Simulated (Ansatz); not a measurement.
## Ligand exchange: GeH(NH2)3 + CH5N → Ge(NH2)4 + CH4

Species: GeH(NH2)3, singlet; CH5N (methylamine) `CN`, singlet; Ge(NH2)4, singlet; CH4 (methane) `C`, singlet. The partners trade H for NH2: Ge–H and C–NH2 bonds give way to Ge–NH2 and C–H.

Shapes, held fixed at every level: PBE0-D4/def2-TZVP. Flexible molecules stand in one conformer, not always the lowest. Programs: Ansatz 0.2.0. The zero-point and thermal change to 298 K, harmonic and unscaled (PBE0-D4/def2-TZVP), is -0.1 kJ/mol.

| level | kind | ΔH(298 K) (kJ/mol) | less CCSD(T)/def2-TZVPP |
| --- | --- | --- | --- |
| SPW92/def2-TZVPP | LDA | -106.4 | +12.3 |
| PBE-D4/def2-TZVPP | GGA | -107.8 | +10.9 |
| r2SCAN0-D4/def2-TZVPP | global hybrid | -117.4 | +1.3 |
| wB97M-V/def2-TZVPP | range-separated hybrid | -114.8 | +3.9 |
| B2PLYP/def2-TZVPP | double hybrid | -114.6 | +4.1 |
| CCSD(T)/def2-SVP | coupled cluster or CI | -103.1 | +15.6 |
| CCSD(T)/def2-TZVPP | coupled cluster or CI | -118.7 | 0.0 |

The highest level, CCSD(T)/def2-TZVPP, gives ΔH(298 K) = -118.7 kJ/mol; the levels span -118.7 to -103.1. The column of differences is taken from that level and isn't an error. No measured value is set beside it here. Relativity is left out for Ge. Outer-core shells of Ge are correlated in most correlated rows, in sets that cover them unevenly.

Moving the amino group from carbon to germanium is clearly exothermic at every level, with ΔH(298 K) = -118.7 kJ/mol at the highest. The thermal term is only -0.1 kJ/mol, so the preference is essentially electronic. Germanium is more electropositive than carbon, which makes Ge–N more polar and favours pairing nitrogen with germanium, while hydrogen gains a strong C–H bond in place of a weaker Ge–H bond. Donation from the nitrogen lone pairs into neighbouring Ge–N σ* orbitals probably adds some stabilisation to the tetraamide.

The hybrids and the double hybrid lie close to the larger-basis coupled-cluster value, whereas the LDA and GGA give a less exothermic exchange. Yet enlarging the basis within CCSD(T) shifts the result by 15.6 kJ/mol, more than any functional departs from the reference, probably because the smaller set describes correlation in the polar Ge–N bond poorly. The direction of exchange is therefore secure, but the differences of a few kJ/mol among the hybrids don't establish an order of accuracy.
